## Appendix: A three-level model for the $L^4$ law of the polarisability

### General statement

Take $H=p^2/2m+V(\mathbf r)$ with a non-degenerate ground state $|0\rangle$ and charge $q$. A static field $\mathcal F$ along $z$ adds $-q\mathcal F z$ and shifts the energy by $-\alpha\mathcal F^2/2$. Let $\Delta_n=E_n-E_0>0$ and $z_n=\langle n|z|0\rangle$. All sums run over $n\neq0$, continua included. Then

$$L^2=\langle z^2\rangle-\langle z\rangle^2=\sum_n|z_n|^2,\qquad \sum_n\Delta_n|z_n|^2=\frac{\hbar^2}{2m},\qquad \alpha=2q^2\sum_n\frac{|z_n|^2}{\Delta_n}.$$

These are closure, the Thomas–Reiche–Kuhn sum rule and second-order perturbation theory. With weights $w_n=|z_n|^2/L^2$, which sum to one, the sum rule reads $\overline{\Delta}=\hbar^2/2mL^2$, and

$$\alpha=C\,\frac{4mq^2}{\hbar^2}L^4,\qquad C=\overline{\Delta}\;\overline{\Delta^{-1}}\ \ge 1 .$$

The inequality is that of Cauchy and Schwarz; equality requires all weight at one excitation energy. Under $V(\mathbf r)\to\lambda^{-2}V(\mathbf r/\lambda)$ the $w_n$ stay fixed and $\Delta_n\to\Delta_n/\lambda^2$. Hence $C$ depends only on the shape of the well, and $\alpha\propto\lambda^4$. One excited level that satisfies both closure and the sum rule gives $C=1$, so $C>1$ needs at least two.

### Zero-range well

Atomic units are used ($\hbar=m=|q|=4\pi\varepsilon_0=1$, $\alpha$ in $a_0^3$). The electron is free for $r>0$ and has one bound state,

$$\psi_0=\sqrt{\frac{\kappa}{2\pi}}\,\frac{e^{-\kappa r}}{r},\qquad E_0=-\frac{\kappa^2}{2},\qquad \langle r^n\rangle=\frac{n!}{(2\kappa)^n}.$$

Thus $L^2=\langle r^2\rangle/3=1/6\kappa^2$. The field couples $\psi_0$ only to $p$ waves, on which the contact well does not act. For $q=-1$ the first-order state is $(1+\mathcal F g)\psi_0$, with $(H-E_0)g\psi_0=-z\psi_0$ and $\alpha=-2\langle zg\rangle$.

### Two basis functions

Choose $\phi_1=z\psi_0$ and $\phi_2=\kappa r z\psi_0$. For multipliers $f_i$, partial integration gives $\langle f_i\psi_0|H-E_0|f_j\psi_0\rangle=\tfrac12\langle\nabla f_i\cdot\nabla f_j\rangle$; the surface term at the origin vanishes because $f_i=O(r)$. The overlap and excitation matrices are

$$S=\frac1{\kappa^2}\begin{pmatrix}1/6&1/4\\1/4&1/2\end{pmatrix},\qquad K=\begin{pmatrix}1/2&1/3\\1/3&1/2\end{pmatrix}.$$

This space is exact for all three sums. It contains $z\psi_0$, so $L^2=S_{11}$ and the sum rule $K_{11}=1/2$ hold. Direct differentiation gives $(H-E_0)\phi_2=2\kappa^2\phi_1$, so it also contains the full response $g\psi_0=-\phi_2/2\kappa^2$, and

$$\alpha=\frac{S_{12}}{\kappa^2}=\frac1{4\kappa^4}.$$

The condition $\det(K-\Delta S)=0$ becomes $3x^2-24x+20=0$ for $x=\Delta/\kappa^2$. The weights follow from $w_++w_-=1$ and $\overline{\Delta}=K_{11}/S_{11}=3\kappa^2$:

$$\Delta_\pm=\Big(4\pm\tfrac23\sqrt{21}\Big)\kappa^2,\qquad w_\pm=\frac12\mp\frac{\sqrt{21}}{28}.$$

| level | $\Delta/\kappa^2$ | $w$ | $f=2\Delta wL^2$ | share of $\alpha$ |
|---|---|---|---|---|
| $-$ | 0.9449 | 0.6637 | 0.2090 | 0.9364 |
| $+$ | 7.0551 | 0.3363 | 0.7910 | 0.0636 |

Both levels lie above the detachment threshold $\kappa^2/2$. They are pseudostates that represent the continuum, not resonances. For two levels the general expression becomes

$$C=1+w_+w_-\frac{(\Delta_+-\Delta_-)^2}{\Delta_+\Delta_-}=1+\frac{25}{112}\cdot\frac{112/3}{20/3}=\frac94 .$$

This agrees with $\alpha/4L^4=(1/4\kappa^4)/(1/9\kappa^4)$. The lower level carries most of $\alpha$ and the upper one most of the oscillator strength, and this separation is what raises $C$. With $\phi_1$ alone there is one level at $3\kappa^2$ and $\alpha=1/9\kappa^4$, the bound itself. With $\phi_2$ alone $\alpha=2S_{12}^2/K_{22}$ is exact, but only $S_{12}^2/S_{22}=1/8\kappa^2$ of the variance $1/6\kappa^2$ is captured.

The true continuum confirms the model. In momentum space $\psi_0=\sqrt\kappa/[\pi(p^2+\kappa^2)]$ and $z=i\partial/\partial p_z$, so

$$\sum_n|z_n|^2\to\frac{16\kappa}{3\pi}\int_0^\infty\frac{p^4\,dp}{(p^2+\kappa^2)^4},\qquad\Delta=\frac{p^2+\kappa^2}{2}.$$

Its moments with $\Delta^0$, $\Delta$ and $2/\Delta$ are $1/6\kappa^2$, $1/2$ and $1/4\kappa^4$. The sum rule therefore holds for the contact well too.

### Other wells

| system | $g$ | $L^2$ | $\alpha$ | $C$ |
|---|---|---|---|---|
| oscillator, frequency $\omega$ | $-x/\omega$ | $1/2\omega$ | $1/\omega^2$ | $1$ |
| 1D box, width $a$ | sum over states | $\dfrac{(\pi^2-6)a^2}{12\pi^2}$ | $\dfrac{(15-\pi^2)a^4}{12\pi^4}$ | $1.028$ |
| hydrogen 1s, fixed nucleus | $-z(1+r/2)$ | $1$ | $9/2$ | $9/8$ |
| 1D delta well, $\sqrt\kappa\, e^{-\kappa\lvert x\rvert}$ | $-x(1+\kappa\lvert x\rvert)/2\kappa^2$ | $1/2\kappa^2$ | $5/4\kappa^4$ | $5/4$ |
| 3D zero-range well | $-zr/2\kappa$ | $1/6\kappa^2$ | $1/4\kappa^4$ | $9/4$ |

For the box, $|x_{1n}|=8na/[\pi^2(n^2-1)^2]$ for even $n$ and zero for odd $n>1$, $\Delta_n=(n^2-1)\pi^2/2a^2$, and $C=3(15-\pi^2)/(\pi^2-6)^2$. For hydrogen and the delta well, $g$ lies in the span of $z$ and $zr$ (or $x$ and $x|x|$), so the same three-level construction is exact.

### Numbers for H⁻ and its donor analogue

Set $\kappa^2/2$ equal to a typical electron affinity of hydrogen, 0.754 eV. Then $\kappa=0.2354\,a_0^{-1}$, $1/\kappa=4.25\,a_0$ and $L=1.734\,a_0$. The levels lie at $\Delta_-=1.42$ eV and $\Delta_+=10.6$ eV, with $\overline\Delta=4.52$ eV. The bound is $4L^4=36.2\,a_0^3$, and the model gives $\alpha=81.4\,a_0^3$, of which 76.2 comes from the lower level and 5.2 from the upper.

This number is the model's, not the ion's. The typical value quoted for H⁻ is roughly $200\,a_0^3$, so the model is low by a factor of about 2.5. The omitted polarisability of the neutral core, $9/2\,a_0^3$, is only 5.5 per cent of the model value. The finite range of the interaction matters more. An effective range $\rho$ multiplies the squared amplitude of the $e^{-\kappa r}/r$ tail by $1/(1-\kappa\rho)$. For a typical singlet value $\rho\approx2.6\,a_0$ this factor is 2.6, so the neglected part exceeds the retained one. A tail rescaled in this way is no longer a normalised state and does not define $L$ or $C$.

A shallow donor with a second electron (D⁻) maps onto H⁻ in single-valley, parabolic effective-mass theory. Typical GaAs inputs, $m^*=0.067\,m_e$ and $\varepsilon_r=12.9$, give the length unit $a^*=\varepsilon_r a_0m_e/m^*=10.19$ nm. Energies scale by $m^*/(m_e\varepsilon_r^2)$, so the binding is 0.30 meV and $L=17.7$ nm. The general formula with $m=m^*$ gives $\alpha/4\pi\varepsilon_0\varepsilon_r=81.4\,a^{*3}=8.6\times10^4\ \mathrm{nm}^3$. The value $C=9/4$ is unchanged, and within this mapping the model is low by the same factor as for H⁻.